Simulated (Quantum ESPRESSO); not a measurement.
# Moments and magnetic energies of MnPt under biaxial strain in LDA

A usual rule of thumb says that a magnetic moment grows when the magnetic atoms are moved apart. The problem is to find how far this holds for CuAu-type MnPt when its square plane is stretched or compressed, and whether the magnetic energies follow the moments. The matter is practical: MnPt is an antiferromagnet used to pin the magnetisation of neighbouring layers in spin valves, and a film grown on a substrate is seldom free of strain. The calculations are collinear LDA runs. Strain is measured against the given cell with the z length held, so the volume changes too. Magnetic gains are measured against the run without spin polarisation, and all energies and net moments are per manganese atom.

## Computational details

One system, MnPt (CuAu-type, P4/mmm), 2 atom(s) a primitive cell, from measured cells of the Crystallography Open Database. Quantum ESPRESSO 7.5, plane waves with GBRV 1.5 LDA pseudopotentials, cutoff 544 eV, Fermi-Dirac smearing of 0.1 eV, k meshes whose coarsest spacing along a reciprocal vector is 0.21 to 0.33 1/Å over all runs (2π included). Functional: LDA, no Hubbard U; collinear spins, no spin-orbit coupling. Atoms stay at fixed fractions of the cell and the mesh divisions are held. In the given cell the shortest lattice vector along z is 3.660 Å long and the shortest in the xy plane 2.830 Å. At each point the moments on Mn are started parallel, opposed (signs +-, cell doubled at q = (1/2,1/2,0) of the reciprocal vectors) and without spin polarisation. Of the opposed order at the middle point, it reverses 4 of 4 magnetic neighbours at 2.83 Å and 0 of 2 magnetic neighbours at 3.66 Å. Runs that did not converge or carry a known fault are not listed. The same in all rows: metal or insulator in the run from the parallel start, judged by its smearing entropy or density of states at the Fermi energy (a gap under a few smearing widths counts as a metal): metal.

Notes on method and selection:

- Each state is what a run reaches from typed starting moments; only a few collinear orders were started, so the lowest found need not be the ground state. Spin-orbit coupling is left out of these energies, which are free energies at the smearing width. A magnetic atom is one that was given a starting moment.
- Site moments count the spin inside each program's own atomic sphere, so they depend somewhat on its radius and leave out the spin between the spheres.
- Quantum ESPRESSO sets the radius of an element's spheres to about 0.41 of its shortest distance to a neighbour, so it changes from cell to cell and the site moment with it.
- A measured moment is set beside the table only where the run ends ferromagnetic and the measured order is ferromagnetic too.
- Runs that did not converge, have known faults or may not be shown are not listed, and runs on Ansatz's PAW sets soft_1 and soft_2 are kept to separate tables.

Columns:

- biaxial strain: factor on the x and y lengths of the cell, z held.
- moment (μB): largest site spin moment reached from the parallel start.
- moment, opposed (μB): largest site spin moment reached from the opposed start.
- gain, opposed (meV): energy of the run without spin polarisation less that of the run from the opposed start, per magnetic atom.
- magnetic distance (Å): shortest distance between magnetic atoms.
- net moment (μB): net spin moment of that run per magnetic atom.
- magnetic energy gain (meV): energy of the run without spin polarisation less that of the parallel start, per magnetic atom (positive: magnetism is favoured).
- E(opposed) - E(parallel) (meV): energy of the run from the opposed start less that of the parallel start, per magnetic atom (positive: parallel is favoured); blank where a pattern was lost.

## Computed values

| member | biaxial strain | moment (μB) | moment, opposed (μB) | gain, opposed (meV) | magnetic distance (Å) | net moment (μB) | magnetic energy gain (meV) | E(opposed) - E(parallel) (meV) |
| --- | --- | --- | --- | --- | --- | --- | --- | --- |
| 0.94 | 0.94 | 2.07 | 3.13 | 459.0 | 2.660 | 2.23 | 132.3 | −326.7 |
| 0.96 | 0.96 | 2.79 | 3.31 | 626.3 | 2.717 | 3.06 | 234.6 | −391.7 |
| 0.98 | 0.98 | 3.35 | 3.45 | 793.2 | 2.773 | 3.75 | 415.1 | −378.1 |
| 1 | 1.00 | 3.58 | 3.57 | 956.5 | 2.830 | 4.04 | 619.3 | −337.2 |
| 1.02 | 1.02 | ? | 3.68 | 1114.5 | 2.887 | ? | ? | ? |
| 1.04 | 1.04 | ? | 3.77 | 1265.6 | 2.943 | ? | ? | ? |
| 1.06 | 1.06 | 3.91 | 3.86 | 1408.7 | 3.000 | 4.40 | 1205.7 | −203.0 |

Cells marked ? are withheld until the estimate has been made.

## Why the values move as they do

Solution. The rule holds in sign for every shown row, but not with a constant slope. In the parallel order the net moment rises by (3.06 − 2.23) / 2 = 0.42 μB per percent of strain between 0.94 and 0.96, and by only (4.40 − 4.04) / 6 = 0.06 μB per percent between 1.00 and 1.06. Compression broadens the manganese d bands, so holding the spins parallel costs more band energy and the moment shrinks. Stretching narrows the bands until the majority d states are nearly full, after which little is left to gain.

The opposed order is less sensitive: its site moment goes from 3.13 to 3.86 μB over the whole range, against 2.07 to 3.91 μB for the parallel order. Hopping between opposed neighbours is hindered by the exchange splitting, which keeps the bands narrow even in the compressed cell. A small part of the rise in site moments comes from the counting sphere, which grows with the cell.

Both magnetic gains increase with stretching, but their difference does not follow the moments. The opposed order is lower in every row where both are shown, by 391.7 meV at 0.96, the largest of these values, and by 203.0 meV at 1.06. On the stretched side the two orders have nearly equal site moments, and the difference mainly reflects the coupling between them. For a nearly half-filled d shell this coupling favours opposed neighbours and varies roughly as the hopping squared. With d–d hopping falling as the fifth power of distance, the expected factor from 1.00 to 1.06 is (2.830 / 3.000)¹⁰ = 0.56; the energies give 203.0 / 337.2 = 0.60.

On the compressed side the parallel moment itself collapses, so the energy difference is no longer a coupling between moments of fixed size. From 0.96 to 0.94 the opposed gain falls by 626.3 − 459.0 = 167.3 meV and the parallel gain by 234.6 − 132.3 = 102.3 meV, which brings the two orders closer.

## Blind estimate

Plain estimates from the members shown:

- 1.04, straight-line interpolation between 1 and 1.06: w = (1.04 − 1.00) / (1.06 − 1.00) = 0.667, so 4.04 + 0.667 × (4.40 − 4.04) = 4.28 μB
- 1.02, straight-line interpolation between 1 and 1.06: w = (1.02 − 1.00) / (1.06 − 1.00) = 0.333, so 4.04 + 0.333 × (4.40 − 4.04) = 4.16 μB

The straight line between 1.00 and 1.06 probably runs low, because the net moment flattens with stretching and the early part of the interval should take more than its share of the rise. The opposed site moment, known at both strains, supplies the slow growth due to band narrowing. What remains to be estimated is the excess of the parallel net moment over it.

From 0.94 to 1.00 this excess is 2.23 − 3.13 = −0.90, 3.06 − 3.31 = −0.25, 3.75 − 3.45 = 0.30 and 4.04 − 3.57 = 0.47 μB. Its steps are 0.90 − 0.25 = 0.65, 0.25 + 0.30 = 0.55 and 0.47 − 0.30 = 0.17 μB. The last two steps suggest that the recovery from the collapse is dying out by a factor 0.17 / 0.55 = 0.31 per step. The first pair does not share this factor, so it is used only from 0.98 upwards.

Tried on the shown member 1.06, the route gives an excess of 0.47 + 0.17 × (0.31 + 0.31² + 0.31³) = 0.54 μB and a net moment of 3.86 + 0.54 = 4.40 μB, as tabulated.

For 1.02 the excess is 0.47 + 0.17 × 0.31 = 0.52 μB, and the net moment 3.68 + 0.52 = 4.20 μB. For 1.04 the excess is 0.52 + 0.17 × 0.31² = 0.54 μB, and the net moment 3.77 + 0.54 = 4.31 μB.

A single successful trial gives no scatter. The error is therefore taken from the form assumed for the excess: a straight line in it from 1.00 to 1.06 would give 4.17 and 4.29 μB, lower by 0.03 and 0.02 μB.

**Committed estimate, 1.04: net moment = 4.31 ± 0.02 μB.**  
**Committed estimate, 1.02: net moment = 4.20 ± 0.03 μB.**

## Result

| member | biaxial strain | moment (μB) | moment, opposed (μB) | gain, opposed (meV) | magnetic distance (Å) | net moment (μB) | magnetic energy gain (meV) | E(opposed) - E(parallel) (meV) |
| --- | --- | --- | --- | --- | --- | --- | --- | --- |
| 1.02 | 1.02 | 3.72 | 3.68 | 1114.5 | 2.887 | 4.21 | 823.8 | −290.8 |
| 1.04 | 1.04 | 3.82 | 3.77 | 1265.6 | 2.943 | 4.32 | 1020.3 | −245.3 |

| member | estimate | net moment (μB) | computed | estimate − computed | miss in error bars |
| --- | --- | --- | --- | --- | --- |
| 1.04 | committed | 4.31 | 4.32 | −0.01 | 0.5 |
| 1.04 | interpolation | 4.28 | 4.32 | −0.04 |  |
| 1.02 | committed | 4.20 | 4.21 | −0.01 | 0.3 |
| 1.02 | interpolation | 4.16 | 4.21 | −0.05 |  |

Both estimates fall inside their error bars: 4.31 against 4.32 μB at 1.04 and 4.20 against 4.21 μB at 1.02. Straight-line interpolation is low by 0.04 and 0.05 μB, so the argument that the early part of the stretch takes more than its share was right. The constant factor of 0.31 per step is less secure, since it came from one pair of steps and fails on the compressed side.

The new rows also show what the levelling excess consists of. From 1.00 upwards the manganese site moments of the two orders differ by at most 0.05 μB, so the excess of about 0.5 μB is mostly spin on platinum and between the spheres, not a larger manganese moment.

The distance law offered for the coupling does less well. The tenth power gives (2.830 / 2.887)¹⁰ = 0.82 and (2.830 / 2.943)¹⁰ = 0.68 of the value at 1.00, where the energies give 290.8 / 337.2 = 0.86 and 245.3 / 337.2 = 0.73. With 1.06 included, it is too steep in all three stretched rows. Weaker coupling with distance remains a reasonable cause, but direct d–d hopping alone does not account for its rate; paths through platinum may contribute.

## Members off the line

The row at 0.94 lies farthest from the rest. Its net moment lies below that at 0.96 by 3.06 − 2.23 = 0.83 μB, whereas the last step of the series, from 1.04 to 1.06, is only 0.08 μB. The likeliest reason is band broadening: with manganese neighbours at 2.660 Å, keeping all spins parallel costs so much band energy that the exchange splitting shrinks, and the moment with it. The opposed order keeps 3.13 μB on manganese in the same cell, so the short distance does not by itself destroy the local moment. Only one parallel start was made, which leaves room for a second parallel solution with a different moment.

The energy difference between the orders turns round at the same end. It is −391.7 meV at 0.96 but −326.7 meV at 0.94, although the atoms are closer. Counted in meV, the opposed order loses more of its gain over the unpolarised run in this step than the parallel order does, although as a share of the gain it loses less.

## Summary

In all seven rows stretching raises the moments and both magnetic gains, and the opposed order stays below the parallel one. From 1.00 to 1.06 its advantage shrinks by (337.2 − 203.0) / 6 = 22.4 meV per manganese atom and percent of strain. This line misses the two inner rows by about 2 meV, while the four values lie 22 to 68 meV from their mean. It should not be carried into compression, where the growth of the advantage slows and then turns into a fall between 0.96 and 0.94.

For a real film the largest omission is the relaxation of the z length. A stretched film normally contracts along z, by roughly as many percent as it is stretched in the plane, which would offset part of the band narrowing and probably weaken the growth of the moments. LDA also favours too small a cell: by the computed stresses, which are not tabled here, the opposed order with z held still pulls inwards in the plane at 0.96 and pushes outwards only at 0.94. Zero strain here therefore means the measured cell, not the LDA equilibrium.
